# The off-shell Coulomb T-matrix in Schwinger's form, and what it does in the impulse approximation for p + Li²⁺

For a potential of short range, the two-body T-matrix is a continuous function of its momenta, and its value on the energy shell is the scattering amplitude. For the Coulomb potential the T-matrix can be written in closed form for any two momenta, yet it has no value on the shell. Today I derive the closed form, which Schwinger published in 1964, find how it behaves near the shell, and show what that means when a fast proton knocks the electron out of Li²⁺.

## Premises and conventions

Two spinless, nonrelativistic point charges have reduced mass $\mu$ and interact through $V(r) = -Ze^2/r$. Here $e^2$ stands for the squared elementary charge divided by $4\pi\varepsilon_0$, so $e^2 = 14.40$ eV Å, and $Z>0$ means attraction. The length $a = \hbar^2/\mu e^2$ is the Bohr radius for this mass. The symbols $\mathbf p,\mathbf p'$ are wave vectors in Å⁻¹, normalised as $\langle\mathbf p|\mathbf p'\rangle=\delta^3(\mathbf p-\mathbf p')$, and $\mathbf q=\mathbf p'-\mathbf p$. With this normalisation

$$V(q)=\langle\mathbf p'|V|\mathbf p\rangle=-\frac{Ze^2}{2\pi^2q^2}.$$

The operator $T(E)$ solves $T=V+VG_0T$ with $G_0=(E-H_0)^{-1}$. I start at negative energy, $E=-\hbar^2\kappa^2/2\mu$ with $\kappa>0$, where $G_0(p)=-(2\mu/\hbar^2)/(p^2+\kappa^2)$ has no pole. The equation to solve is

$$T(\mathbf p,\mathbf p')=V(\mathbf p-\mathbf p')-\frac{2\mu}{\hbar^2}\int d^3s\,\frac{V(\mathbf p-\mathbf s)\,T(\mathbf s,\mathbf p')}{s^2+\kappa^2}.\tag{1}$$

The two momenta and the energy are independent: that is what off-shell means.

## Step 1: projection on the 3-sphere

Following Fock (1935), map each wave vector to a unit vector in four dimensions,

$$\xi=\left(\frac{2\kappa\,\mathbf p}{p^2+\kappa^2},\ \frac{\kappa^2-p^2}{p^2+\kappa^2}\right).$$

The length is one because $4\kappa^2p^2+(\kappa^2-p^2)^2=(p^2+\kappa^2)^2$. For the distance of two points use $|\xi-\xi'|^2=2-2\,\xi\cdot\xi'$ and the identity $(p^2+\kappa^2)(p'^2+\kappa^2)-(\kappa^2-p^2)(\kappa^2-p'^2)=2\kappa^2(p^2+p'^2)$. Subtracting the remaining term $4\kappa^2\mathbf p\cdot\mathbf p'$ completes the square $2\kappa^2q^2$, so

$$|\xi-\xi'|^2=\frac{4\kappa^2q^2}{(p^2+\kappa^2)(p'^2+\kappa^2)}=\frac4\epsilon,\qquad \epsilon=\frac{(p^2+\kappa^2)(p'^2+\kappa^2)}{\kappa^2q^2}.\tag{2}$$

With $\chi$ the angle between $\xi$ and $\xi'$, this reads $\cos\chi=1-2/\epsilon$, and $\epsilon\ge1$ at negative energy. Letting $\mathbf p'\to\mathbf p$ in (2) shows that every small length is multiplied by $2\kappa/(p^2+\kappa^2)$, whatever its direction. The volume element is therefore $d\Omega=8\kappa^3d^3p/(p^2+\kappa^2)^3$, and it integrates to $2\pi^2$, the volume of the unit 3-sphere.

Now define $t$ by

$$T(\mathbf p,\mathbf p')=-\frac{Ze^2}{2\pi^2}\,\frac{4\kappa^2}{(p^2+\kappa^2)(p'^2+\kappa^2)}\;t(\xi,\xi').\tag{3}$$

By (2) the potential has the same form with $|\xi-\xi'|^{-2}$ in place of $t$. Insert both in (1) and cancel the prefactor of (3). Under the integral there remains $(2\mu/\hbar^2)(Ze^2/2\pi^2)\,4\kappa^2\,d^3s/(s^2+\kappa^2)^3$, with one power of $s^2+\kappa^2$ from each of $V$, $G_0$ and $T$, and a positive sign. This equals $(Z/\kappa a)\,d\Omega/2\pi^2$. Hence

$$t(\xi,\xi')=\frac1{|\xi-\xi'|^2}+\nu\int\frac{d\Omega''}{2\pi^2}\,\frac{t(\xi'',\xi')}{|\xi-\xi''|^2},\qquad \nu=\frac{Z}{\kappa a}.\tag{4}$$

The three powers match the Jacobian exactly, and the equation is invariant under all rotations of the 3-sphere. Let $K$ be the operator with kernel $|\xi-\xi'|^{-2}/2\pi^2$. Then (4) says $t/2\pi^2=K+\nu K\,(t/2\pi^2)$, so that $t$ is $2\pi^2$ times the kernel of $K(1-\nu K)^{-1}$.

**Question.** The usual objection is that the Coulomb Lippmann–Schwinger kernel is too singular in the forward direction. Have you hidden that?

**Answer.** At negative energy it is harmless. The singularity $|\xi-\xi'|^{-2}$ is integrable in three dimensions, and the sphere is compact, so $K$ is a compact symmetric operator. The trouble starts only when the pole of $G_0$ meets the forward singularity, at positive energy. We shall reach that region by analytic continuation and never solve (1) there.

## Step 2: the spectrum of $K$

For $0\le\rho<1$ the geometric series in $\rho e^{\pm i\chi}$ gives

$$\frac1{|\xi-\rho\xi'|^2}=\frac1{1-2\rho\cos\chi+\rho^2}=\sum_{n=1}^\infty\rho^{\,n-1}U_{n-1},\qquad U_{n-1}=\frac{\sin n\chi}{\sin\chi}.\tag{5}$$

In four dimensions the inverse square distance is harmonic, since the radial Laplacian $r^{-3}\partial_r r^3\partial_r$ annihilates $r^{-2}$. The left side of (5) is thus harmonic in the point $x=\rho\xi'$ inside the unit ball, and so is each homogeneous term. Therefore $U_{n-1}(\xi\cdot\xi')$ is a spherical harmonic of degree $n-1$ in $\xi'$ that depends on $\xi\cdot\xi'$ alone. Such a zonal harmonic is unique up to a factor, and the kernel of the projector $P_n$ on the harmonics of degree $n-1$ is one of them. The factor follows from the trace. The space has dimension $\binom{n+2}{3}-\binom n3=n^2$, the count of homogeneous polynomials of degree $n-1$ less those of degree $n-3$ on which the Laplacian maps them. So $2\pi^2P_n(\xi,\xi)=n^2$, while $U_{n-1}=n$ at $\chi=0$. Hence

$$P_n(\xi,\xi')=\frac n{2\pi^2}U_{n-1}.$$

The $P_n$ are mutually orthogonal and complete on the sphere. Dividing (5) by $2\pi^2$ gives the operator $\sum_n\rho^{n-1}P_n/n$, which converges in norm as $\rho\to1$ to

$$K=\sum_{n=1}^\infty\frac{P_n}n .$$

Any function of $K$ is now a sum over $n$. Since $(1/n)/(1-\nu/n)=1/(n-\nu)$,

$$t=2\pi^2\sum_n\frac{P_n}{n-\nu}=\sum_{n=1}^\infty\frac n{n-\nu}U_{n-1}=\frac1{|\xi-\xi'|^2}+\nu\sum_{n=1}^\infty\frac{U_{n-1}}{n-\nu}.\tag{6}$$

The last step uses $n/(n-\nu)=1+\nu/(n-\nu)$ and identifies the first sum with $2\pi^2K$. The second sum converges pointwise for $0<\chi<\pi$, and in Abel's sense at $\chi=\pi$.

## Step 3: Schwinger's integral

For $\operatorname{Re}\nu<1$ and every $n\ge1$, $1/(n-\nu)=\int_0^1\rho^{\,n-1-\nu}d\rho$. Cut the integral at $r<1$, where (5) converges uniformly and sum and integral may be exchanged, and let $r\to1$ by Abel's theorem. The sum in (6) becomes $\int_0^1d\rho\,\rho^{-\nu}/(1-2\rho\cos\chi+\rho^2)$. By (2) the denominator is $(1-\rho)^2+4\rho/\epsilon$. Factor out $|\xi-\xi'|^{-2}=\epsilon/4$, which in (3) restores $V(q)$:

$$T(\mathbf p,\mathbf p';E)=V(q)\,\Lambda,\qquad \Lambda=1+4\nu\int_0^1\frac{d\rho\;\rho^{-\nu}}{\epsilon(1-\rho)^2+4\rho}.\tag{7}$$

This is the Schwinger representation. The ratio $\Lambda=T/V$ depends on two numbers only, $\nu$ and $\epsilon$.

Two tests. The term linear in $\nu$ must be the second Born term. For $\mathbf p'=0$ the angular integral in $VG_0V$ is elementary and gives the ratio to $V$ as $(2Zp/\pi a)\int_0^\infty ds\,\ln|(p+s)/(p-s)|/[s(s^2+\kappa^2)]$. At $p=\kappa$ the substitution $s\to\kappa^2/s$ folds the range above $\kappa$ on the range below, and the ratio is $\pi\nu/2$. In (7) this case has $\epsilon=2$, and $4\nu\int_0^1d\rho/(2+2\rho^2)=\pi\nu/2$ as well.

Second, the poles. Equation (6) has them at $\nu=n$, that is $E_n=-Z^2\hbar^2/2\mu a^2n^2$, with residues of rank $n^2$. Near $n=1$ put $\kappa_1=Z/a$. Then $1-\nu\simeq-(E-E_1)\mu/\hbar^2\kappa_1^2$, and (3) gives $T\simeq2\kappa_1^5(\hbar^2/\mu)^2/[\pi^2(p^2+\kappa_1^2)(p'^2+\kappa_1^2)(E-E_1)]$. This equals $V|\phi\rangle\langle\phi|V/(E-E_1)$ with $V\phi=-(\hbar^2/2\mu)(p^2+\kappa_1^2)\phi$ and the normalised function $\phi(p)=2\sqrt2\,\kappa_1^{5/2}/[\pi(p^2+\kappa_1^2)^2]$, the 1s state.

**Question.** The integral diverges at $\rho=0$ once $\nu\ge1$. What happens between the ground state and threshold?

**Answer.** That divergence is the 1s pole. For $\operatorname{Re}\nu<N+1$ keep the first $N$ terms of the last sum in (6) explicit and apply the integral to the rest, which amounts to subtracting the first $N$ terms of (5) from the integrand. For repulsion $\nu<0$, and (7) holds at all negative energies as it stands.

## Step 4: continuation to positive energy

Let $E$ move through the upper half-plane to $E=\hbar^2k^2/2\mu+i0$, keeping $\operatorname{Re}\kappa>0$. Then $\kappa\to-ik$, and

$$\nu=-i\eta,\qquad \eta=-\frac Z{ka},\qquad \epsilon=-\frac{(p^2-k^2)(p'^2-k^2)}{k^2q^2}.$$

Here $\eta$ is the Sommerfeld parameter in the standard sign, negative for attraction, and $\rho^{-\nu}=\rho^{i\eta}$.

The left side of (7) is analytic for $\operatorname{Im}E>0$, because $T=V+V(E-H)^{-1}V$ and $H$ is self-adjoint. The right side is analytic if two conditions hold. The first is $\operatorname{Re}\nu<1$, which excludes only the disc $|\kappa-Z/2a|\le Z/2a$ and leaves a connected path from large negative energy to any positive energy. The second is that the denominator not vanish on $0\le\rho\le1$. It vanishes when $\epsilon=-4\rho/(1-\rho)^2$, that is for real $\epsilon\le0$. Put $z=-\kappa^2$, with $\operatorname{Im}z>0$. From $\epsilon q^2=p^2+p'^2-z-p^2p'^2/z$,

$$q^2\operatorname{Im}\epsilon=\operatorname{Im}z\left(\frac{p^2p'^2}{|z|^2}-1\right).$$

This vanishes only at $|z|=pp'$, and there $\epsilon q^2=p^2+p'^2-2\operatorname{Re}z>0$. So $\epsilon$ never crosses the negative axis, (7) continues, and the sign of $\operatorname{Im}\epsilon$ fixes the boundary values:

- $p>k$ and $p'>k$: $\epsilon<0$ with $\arg\epsilon=+\pi$;
- one momentum on each side of $k$: $\epsilon>0$, $\arg\epsilon=0$;
- $p<k$ and $p'<k$: $\epsilon<0$ with $\arg\epsilon=-\pi$.

In the middle case $\epsilon\le1$, since $q\ge|p-p'|$ and $k^2(p-p')^2-(p^2-k^2)(k^2-p'^2)=(pp'-k^2)^2\ge0$.

## Step 5: the approach to the shell

At fixed $q\ne0$, $\epsilon\to0$ as soon as either momentum approaches $k$. To see what $\Lambda$ does, treat $\nu$ and $\epsilon$ as independent, take first $0<\nu<1$ and $0<\epsilon<1$, and define

$$u=\frac{1-\sqrt{1-\epsilon}}{1+\sqrt{1-\epsilon}},\qquad \frac4\epsilon=\frac{(1+u)^2}u,\qquad u=\frac\epsilon4+O(\epsilon^2).$$

The denominator of (7) factors as $\epsilon(\rho+u)(1+\rho u)/u$, and partial fractions give

$$\frac{4}{\epsilon(1-\rho)^2+4\rho}=\frac{1+u}{1-u}\left[\frac1{\rho+u}-\frac u{1+\rho u}\right].$$

For the first fraction write $\int_0^1=\int_0^\infty-\int_1^\infty$. The full range is a beta function, $\int_0^\infty\rho^{-\nu}d\rho/(\rho+u)=\pi u^{-\nu}/\sin\pi\nu$. On the range above one, expand in $u/\rho$ to get $\sum_{m\ge0}(-u)^m/(m+\nu)$. The second fraction, expanded in $\rho u$, contributes $+\sum_{m\ge1}(-u)^m/(m-\nu)$ to the bracket. The $m=0$ term, $-1/\nu$, combines with the leading 1 of (7) into $1-(1+u)/(1-u)=-2u/(1-u)$. The other terms pair through $1/(m-\nu)-1/(m+\nu)=2\nu/(m^2-\nu^2)$. The result is exact:

$$\Lambda=\frac{1+u}{1-u}\left[\frac{\pi\nu}{\sin\pi\nu}\,u^{-\nu}+2\nu^2\sum_{m=1}^\infty\frac{(-u)^m}{m^2-\nu^2}\right]-\frac{2u}{1-u}.\tag{8}$$

Both sides are analytic in $\nu$ and in $\epsilon$ off the negative axis, so (8) holds at $\nu=-i\eta$ for all real $\epsilon<1$, where $|u|<1$ and $\arg u=\arg\epsilon$. At $\nu=0$ it gives $\Lambda=1$, as it must. For small $\epsilon$,

$$\Lambda=\frac{\pi\eta}{\sinh\pi\eta}\left(\frac\epsilon4\right)^{i\eta}+O(\epsilon).\tag{9}$$

The Born term has been cancelled entirely. What is left varies as $[(p^2-k^2)(p'^2-k^2)]^{i\eta}$. Its phase $\eta\ln|\epsilon/4|$ grows without bound, so there is no on-shell limit, and no half-shell limit either. Even the modulus depends on the side of approach, through $|\epsilon^{i\eta}|=e^{-\eta\arg\epsilon}$:

$$|\Lambda|\to\frac{2\pi\eta}{e^{2\pi\eta}-1},\qquad\frac{\pi\eta}{\sinh\pi\eta},\qquad\frac{2\pi\eta}{1-e^{-2\pi\eta}}\tag{10}$$

for both momenta above, one on each side, and both below. The first is the Gamow factor $C_0^2$. None of the three equals one.

The singular factor splits into one piece for each leg. Use $\pi\eta/\sinh\pi\eta=\Gamma(1+i\eta)\Gamma(1-i\eta)$ and $\epsilon/4=e^{i\pi}(4k^2/q^2)\,[(p^2-k^2-i0)/4k^2]\,[(p'^2-k^2-i0)/4k^2]$, where each bracket has argument $0$ or $-\pi$; this reproduces the three cases above. Then

$$T\simeq w(p')\;V(q)\,e^{2i\sigma_0}\left(\frac{4k^2}{q^2}\right)^{i\eta}w(p),\qquad w(p)=e^{-\pi\eta/2}\,\Gamma(1-i\eta)\left(\frac{p^2-k^2-i0}{4k^2}\right)^{i\eta},\tag{11}$$

with $e^{2i\sigma_0}=\Gamma(1+i\eta)/\Gamma(1-i\eta)$. On the shell $q=2k\sin(\theta/2)$. Multiplying the middle factor by $-4\pi^2\mu/\hbar^2$ gives $-\eta\,e^{2i\sigma_0}\exp[-i\eta\ln\sin^2(\theta/2)]/[2k\sin^2(\theta/2)]$, the Coulomb amplitude, whose squared modulus is the Rutherford cross section. The physical amplitude is thus inside $T$, wrapped in two factors $w$.

**Question.** Dividing by $w$ looks like a convention. Why that factor and not another of the same singularity?

**Answer.** Because it reproduces the matrix element with the true scattering state. Remove only $w(p')$ from (11) and let $p'\to k$ at fixed $p\neq k$. Since $\epsilon\to0$, (9) becomes exact, and

$$\lim_{p'\to k}\frac{T}{w(p')}=V(q)\,h,\qquad h=e^{-\pi\eta/2}\,\Gamma(1+i\eta)\left(\frac{p^2-k^2-i0}{q^2}\right)^{i\eta}.\tag{12}$$

Now take the Coulomb wave $\psi^+_{\mathbf k}=(2\pi)^{-3/2}e^{-\pi\eta/2}\Gamma(1+i\eta)e^{i\mathbf k\cdot\mathbf r}\,{}_1F_1(b;1;i(kr-\mathbf k\cdot\mathbf r))$ with $b=-i\eta$, and compute $\langle\mathbf p|Ve^{-\lambda r}|\psi^+_{\mathbf k}\rangle$. Write ${}_1F_1(b;1;y)=\int_0^1d\tau\,\tau^{b-1}(1-\tau)^{-b}e^{y\tau}/[\Gamma(b)\Gamma(1-b)]$, valid for $0<\operatorname{Re}b<1$ and continued afterwards. The space integral is a Yukawa transform, $4\pi/(A-\tau B)$, with $\mathbf Q=\mathbf k-\mathbf p$, $A=Q^2+\lambda^2$, $B=2\mathbf Q\cdot\mathbf k+2i\lambda k$. The $\tau$ integral turns $1/(A-\tau B)$ into $A^{b-1}(A-B)^{-b}$, and $A-B=p^2-(k+i\lambda)^2$. As $\lambda\to0$ this is $V(Q)\,h$. Time reversal gives the same for $\langle\psi^-_{\mathbf p'}|V|\mathbf p\rangle$. So $w$ is the price of using a plane wave where the asymptotic state carries a logarithmic phase.

## Step 6: the impulse approximation for ionisation

A proton of mass $M$, wave vector $\mathbf K$ and velocity $\mathbf v$ meets an electron of mass $m$ bound with energy $-B$ to a nucleus of charge $Z_T$, taken as infinitely heavy. The version of the impulse approximation that I examine keeps the first term of the multiple-scattering series: the proton–electron T-matrix, with $Z=1$, built with the free three-body propagator at the total energy $\hbar^2K^2/2M-B$. The binding enters only through the momentum amplitude $\phi(\mathbf p_b)$ of the 1s state. If the proton loses $\hbar\mathbf Q$ and the ejected electron is a plane wave $\mathbf k_e$, then $\mathbf p_b=\mathbf k_e-\mathbf Q$ and

$$T_{fi}=T(\mathbf p',\mathbf p;E_{\rm rel})\,\phi(\mathbf p_b).$$

To leading order in $m/M$, $\mu=m$, $a=a_0$, $\mathbf p=\mathbf p_b-m\mathbf v/\hbar$, $\mathbf p'=\mathbf k_e-m\mathbf v/\hbar$, and $\mathbf q=\mathbf Q$. The energy left for relative motion is the total energy less that of the pair's centre of mass. From $\hbar^2K^2/2M+\hbar^2p_b^2/2m=E_{\rm cm}+\hbar^2p^2/2\mu$,

$$\frac{\hbar^2(p^2-k^2)}{2m}=\frac{\hbar^2p_b^2}{2m}+B\equiv\Delta>0.\tag{13}$$

The incoming leg always lies above the shell. The outgoing leg lies on it, by energy conservation, and there $T$ does not exist. Step 5 supplies the repair: let the electron leave in the Coulomb wave of the proton, so that $T$ is replaced by $V(q)h$ of (12). Since $p>k$, $|h|^2=C_0^2$, which exceeds one for attraction. Taken at face value, the cross section is the Born one multiplied by $C_0^2$.

**Question.** As $B\to0$ the electron is free and I expect Rutherford scattering. Your factor $C_0^2$ does not depend on $B$. Which is right?

**Answer.** Rutherford. The factor is $|w(p)|^2$ of the incoming leg, and the approximation neglects a term of the same size and opposite sign. To first order in $\eta$, $h=1-\pi\eta/2+i\eta[\ln((p^2-k^2)/q^2)-\gamma]$, with $\gamma$ Euler's constant. Let me find where the real part comes from. A time $\tau$ before the hard collision the proton is at distance $v\tau$ and the electron feels $-e^2/v\tau=\hbar\eta/\tau$, with $\hbar k/m\simeq v$. After one soft interaction the electron propagates freely until the hard collision, with an energy in excess by $\Delta$. The relative correction to the amplitude is

$$-i\eta\int_{\tau_0}^\infty\frac{d\tau}\tau\,e^{-i\Delta\tau/\hbar}\simeq i\eta\left[\gamma+\ln\frac{\Delta\tau_0}\hbar\right]-\frac{\pi\eta}2,$$

where $\tau_0\ll\hbar/\Delta$ is the duration of the hard collision. The term $i\eta\ln\Delta$ and the real term of $h$ are both reproduced. The real term is $-\eta\int_0^\infty\sin x\,dx/x$, and it builds up at $\tau\sim\hbar/\Delta$. In that time the electron is not free: $\hbar/B$ is the time scale of its orbital motion. The proton is then at distance $\hbar v/B$, far outside the orbit of radius $a_0/Z_T$ if $v$ is large, so its potential is nearly constant over the ion. A constant potential leaves the electron in the 1s state. With the target propagator in place of the free one, the mismatch $\Delta$ for this monopole part is zero, and the correction is $-i\eta\int d\tau/\tau$, purely imaginary. To all orders the monopole gives $\exp(-i\eta\int d\tau/\tau)$, of modulus one, the logarithmic phase that belongs in the entrance-channel boundary condition. The neglected binding terms therefore contribute $+\pi\eta/2$ and cancel the real term. The remainder comes from the dipole part of the potential, smaller by $a_0/Z_Tv\tau$, and from the difference of the propagator phases, of order $B\tau/\hbar$. Their product is of order $|\eta|\,g$ times a logarithm of $g$, with $g=Ba_0/Z_T\hbar v$. I have shown the cancellation explicitly at first order in $\eta$; beyond it I rely on the separation of time scales $a_0/Z_Tv\ll\hbar/B$.

## Range of validity

Equation (7) is exact for a nonrelativistic, spinless, unscreened point-Coulomb pair, for $q\neq0$ and $\operatorname{Re}\nu<1$. This covers all negative energies for repulsion, energies below the ground state for attraction, and all positive energies with the branch rules of Step 4. Between the ground state and threshold the subtracted form is needed. Equation (8) is exact at positive energy for $\epsilon<1$. Equations (9) to (11) need $|\epsilon|\ll1$, that is $|(p^2-k^2)(p'^2-k^2)|\ll k^2q^2$, and fail near the forward direction. If the potential is screened at a distance $R_s$, the tail integral of the last answer is cut at $\tau\sim R_s/v$, so the Coulomb form applies only while each leg is off the shell by more than about $\hbar v/R_s$; closer in, an on-shell limit exists.

The impulse approximation needs in addition $g\ll1$, a momentum transfer large against $Z_T/a_0$, and an ejected electron fast enough that the pull of the nucleus is a correction, $Z_T/k_ea_0\ll1$. The proton–nucleus repulsion, for a straight proton path, multiplies the amplitude at each impact parameter by a phase, and drops out of electron spectra summed over proton deflection.

## Numerical illustration: Li²⁺(1s) and a 2.5 MeV proton

Take $Z_T=3$ and $v=10\,\alpha c=2.188\times10^7$ m/s, ten times the Bohr velocity. The proton energy is 2.498 MeV. Then $mv/\hbar=10/a_0=18.90$ Å⁻¹, $mv^2/2=1360.6$ eV, $Z_T/a_0=5.669$ Å⁻¹, and $B=9\,\mathrm{Ry}=122.5$ eV for a point nucleus of infinite mass. At the maximum of the momentum distribution, $\mathbf p_b=0$, so $p=18.90$ Å⁻¹ and (13) gives $\Delta=B$, $E_{\rm rel}=1238.1$ eV, $k=\sqrt{91}/a_0=18.03$ Å⁻¹ and $\eta=-1/\sqrt{91}=-0.1048$. For emission along the beam, the electron is scattered through $180^\circ$ in the proton frame, so $q=k_e=p+k=36.92$ Å⁻¹, the electron energy is 5.19 keV, and $V(q)=-5.35\times10^{-4}$ eV Å³.

Keep the incoming leg fixed and move the outgoing leg towards the shell, with $\Delta'=\hbar^2(p'^2-k^2)/2m$ and $q=p+p'$. Equation (8) gives:

| $\Delta'$ (eV) | $\epsilon$ | $\lvert\Lambda\rvert$ | $\arg\Lambda$ (rad) |
|---|---|---|---|
| $+100$ | $-1.83\times10^{-3}$ | 1.365 | 0.806 |
| $+1$ | $-1.90\times10^{-5}$ | 1.365 | 1.285 |
| $+0.01$ | $-1.90\times10^{-7}$ | 1.365 | 1.767 |
| $-0.01$ | $1.90\times10^{-7}$ | 0.982 | 1.767 |
| $-1$ | $1.90\times10^{-5}$ | 0.982 | 1.285 |
| $-100$ | $1.98\times10^{-3}$ | 0.982 | 0.798 |

The limits (10) are 1.365, 0.982 and 0.707, the last for both legs below the shell, which (13) excludes here. To the figures shown, the modulus has reached its limit already 100 eV off the shell, because $\epsilon$ is small in a hard collision. It jumps across the shell, so $|T/V|^2$ is 1.864 on one side and 0.965 on the other. Close to the shell the phase advances by $2|\eta|\ln10=0.483$ rad for every two decades in $|\Delta'|$ and never settles.

With the outgoing Coulomb wave, $|h|=1.168$ and $|h|^2=1.365$; the first-order estimate of $|h|-1$ is $-\pi\eta/2=0.165$. The neglected binding term has this size and the opposite sign, so the factor 1.365 is not a prediction for the electron yield. The separation of scales that justifies the cancellation is moderate: $\hbar v/B=1.18$ Å against $a_0/Z_T=0.176$ Å, so $g=0.15$ and $|\eta|g=0.016$, to be multiplied by a logarithm $\ln(1/g)=1.9$ and an unknown coefficient of order one.

**Question.** After the cancellation, how far can I trust Rutherford scattering folded with the momentum distribution?

**Answer.** The expansion parameter for the attraction of the ejected electron by Li³⁺ is $Z_T/k_ea_0=0.15$; I have not computed its coefficient. There is also an ambiguity of kinematics: $|V|^2\propto q^{-4}$ differs by the factor $[(p+k)/2k]^4=1.10$ between the actual momentum transfer and the on-shell value $2k$. The other omissions are smaller: $(v_e/c)^2=0.020$ for the ejected electron, $(Z_T\alpha)^2=4.8\times10^{-4}$ for the bound one, and $m/M=5.4\times10^{-4}$. Thermal motion plays no part: Li ions of mass about 7 u at $10^5$ K have a root-mean-square speed of $1.9\times10^4$ m/s, a fraction $9\times10^{-4}$ of $v$. At this velocity the impulse result should be trusted to 10 or 15 per cent, and the modulus of the off-shell factor, which alone would raise it by 37 per cent, has to be removed together with its phase.